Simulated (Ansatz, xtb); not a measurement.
# Two isomers of C2H8BN

Structure X: `CCBN`, a singlet. Structure Y: `CBNC`, a singlet. Both are isolated molecules in the gas phase, relaxed with r2SCAN-D4/def2-SVP; the shapes shown needn't be the lowest conformers.

X (Å):

```yaml
atoms:
  - { symbol: C, position_ang: [0.3913, -1.9478, -0.4398] }
  - { symbol: C, position_ang: [0.6473, -0.5950, 0.2359] }
  - { symbol: B, position_ang: [1.7877, 0.2523, -0.4521] }
  - { symbol: N, position_ang: [1.6144, 1.5954, -0.7923] }
  - { symbol: H, position_ang: [0.0347, -1.8209, -1.4756] }
  - { symbol: H, position_ang: [-0.3654, -2.5450, 0.0949] }
  - { symbol: H, position_ang: [1.3142, -2.5484, -0.4891] }
  - { symbol: H, position_ang: [0.9702, -0.7764, 1.2810] }
  - { symbol: H, position_ang: [-0.2956, -0.0208, 0.3130] }
  - { symbol: H, position_ang: [2.8668, -0.2503, -0.7010] }
  - { symbol: H, position_ang: [2.3383, 2.1606, -1.2193] }
  - { symbol: H, position_ang: [0.7504, 2.1015, -0.6293] }
```

Y (Å):

| atom | x (Å) | y (Å) | z (Å) |
| --- | --- | --- | --- |
| C | -0.8503 | -1.5907 | -1.8593 |
| C | 2.3184 | -1.3454 | 0.5383 |
| B | 0.0592 | -1.1915 | -0.6377 |
| N | 1.3797 | -1.6347 | -0.5241 |
| H | -0.3575 | -2.2385 | -2.6036 |
| H | -1.2119 | -0.6874 | -2.3813 |
| H | -1.7604 | -2.1082 | -1.5082 |
| H | -0.3609 | -0.4790 | 0.2540 |
| H | 1.7591 | -2.2324 | -1.2550 |
| H | 3.2169 | -0.8227 | 0.1648 |
| H | 1.8335 | -0.6981 | 1.2819 |
| H | 2.6559 | -2.2628 | 1.0527 |

Energies in hartree; the thermal terms are from r2SCAN-D4/def2-SVP harmonic frequencies (ideal gas, rigid rotor, one conformer each, 298.15 K, 1 atm) and include the zero-point energy:

|  | X | Y |
| --- | --- | --- |
| E, CCSD(T)/def2-SVP | −160.080544 | −160.074775 |
| E, MP2/def2-SVP | −160.010779 | −160.004096 |
| E, MP2/def2-TZVPP | −160.312582 | −160.304424 |
| zero-point energy | 0.105038 | 0.104450 |
| H(298 K) − E | 0.111753 | 0.111306 |
| G(298 K) − E | 0.076812 | 0.076500 |

Task: Correct the CCSD(T) difference for the basis set by the MP2 change, then work out ΔE, ΔE₀, ΔH and ΔG for X → Y in kJ/mol (1 Eh = 2625.50 kJ/mol) and the equilibrium ratio [Y]/[X].

Result: 1. Differences Y − X: CCSD(T) +0.005769, MP2 in the small set +0.006683, MP2 in the large set +0.008158 Eh.
2. ΔE = +0.005769 + (+0.008158 − (+0.006683)) = +0.007244 Eh = +19.02 kJ/mol.
3. ΔE₀ = ΔE + ΔZPE = +0.007244 + (−0.000588) Eh = +17.48 kJ/mol.
4. ΔH = ΔE + (−0.000447) Eh = +17.85 kJ/mol.
5. ΔG = ΔE + (−0.000312) Eh = +18.20 kJ/mol, so ΔS = (ΔH − ΔG)/T = −1.2 J/(mol K).
6. kT = 0.9442 mEh, so K = [Y]/[X] = exp(−ΔG/kT) = exp(−7.34) ≈ 6.5 × 10^−4.

Structure X is favoured at this temperature. An error of 4 kJ/mol in ΔG would change K by a factor of 5. GFN2-xTB, HF/STO-3G gave ΔE the other sign. Mirror images and further conformers aren't counted.

As drawn, Y has 1 C–N, 1 C–H in place of 1 C–C, 1 N–H.

Other levels gave ΔE = −10.3 (GFN2-xTB); −2.1 (HF/STO-3G, GFN2-xTB geometries); +13.2 (r2SCAN-D4/def2-SVP//GFN2-xTB); +13.9 (r2SCAN-D4/def2-SVP); +14.2 (HF/def2-SVP); +17.5 (MP2/def2-SVP); +15.1 (CCSD(T)/def2-SVP) kJ/mol. The correlated steps freeze 4 core orbitals. Programs: Ansatz 0.2.0, xtb 6.7.1.

Ethylaminoborane (X) lies below its N,B-dimethyl isomer (Y), and the preference is almost wholly electronic, since the zero-point, thermal and entropy terms nearly cancel between two open-chain molecules of similar build. Both keep the short B–N link in which the nitrogen lone pair donates into the empty boron p orbital, so the difference comes mainly from the σ framework: a C–C and an N–H bond are together stronger than the C–N and C–H bonds that replace them. The same balance places ethylamine below dimethylamine. The isoelectronic butenes order the other way, with the internal double bond preferred, so the alkene analogy fails here because moving a methyl group to nitrogen changes the bond types.

Hartree–Fock and CCSD(T) nearly agree in the def2-SVP basis, so correlation has little net effect on the gap; the reversed sign in STO-3G probably reflects a minimal basis too rigid to balance polar and nonpolar bonds. The ratio describes monomers only, whereas aminoboranes with such small substituents tend to oligomerise through B–N bonds.
